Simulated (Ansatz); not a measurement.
A series in volume scale on CaMg

Free energy against uniform scaling of the volume at fixed shape and fractions; periodic cell, basis, potentials, k mesh and filling as listed. The results are calculated, by Ansatz 0.2.0.

The cell before it is scaled or strained (space group P-6m2, No. 187):
```
CELL_PARAMETERS angstrom
3.66810 0.00000 0.00000
-1.83410 3.17670 0.00000
0.00000 0.00000 5.62230
ATOMIC_POSITIONS crystal
Ca 0.00000 0.00000 0.50000
Mg 0.66667 0.33333 0.00000
```

Settings of every row: functional PBEsol; dispersion none; potentials all-electron LAPW; k mesh 9x9x5; k shift 0x0x0; occupations fermi dirac; smearing width 0.05 eV; spin none.

Limits: coarse k mesh, up to 40 meV an atom off; the cell comes from a prototype or a list of computed structures and needn't be the stable phase.

| row | volume scale | V (Å³/atom) | energy above lowest point (meV/atom) |
| --- | --- | --- | --- |
| 1 | 0.94 | 30.791 | 2.2 |
| 2 | 0.97 | 31.774 | 0 |
| 3 | 1 | 32.757 | ? |
| 4 | 1.03 | 33.739 | 8.1 |
| 5 | 1.06 | 34.722 | 17.4 |

Question: what energy above lowest point should row 3 give?

Worked fit of energy above lowest point. Take u = (V_r/V)^(2/3) − 1 with V_r = 32.757 Å³ an atom, which is twice the finite (Eulerian) strain; such expansions in the strain, on which the Birch-Murnaghan equation of state is built, carry the rest volume and the bulk modulus. The shown rows have u = 0.04213, 0.02052, -0.0195, -0.03809. Least squares give energy above lowest point = 2.15 − 209.2 × u + 5001 × u² meV/atom; a straight line predicts inner rows, each left out in turn, worse (root mean square 4.6 against 0.088 meV/atom). All shown rows lie on it to the printed digit. Its lowest point lies at u = 0.0209, or V = 31.76 Å³ an atom, and the curvature there gives the bulk modulus at fixed shape and fractions, B = (4/9)(1 + u)² E″(u)/V = 23.4 GPa. Letting shape and atoms relax would as a rule lower it, by much in layered, chain or molecular crystals. The withheld row has u = 0, so the fit gives 2.15 − 209.2 × (0) + 5001 × (0)² = 2.1 meV/atom.

The calculation gave 2.2 meV/atom. The fit lies 0.1 meV/atom (0.57 % of the column's range) below it, one unit of the last digit.
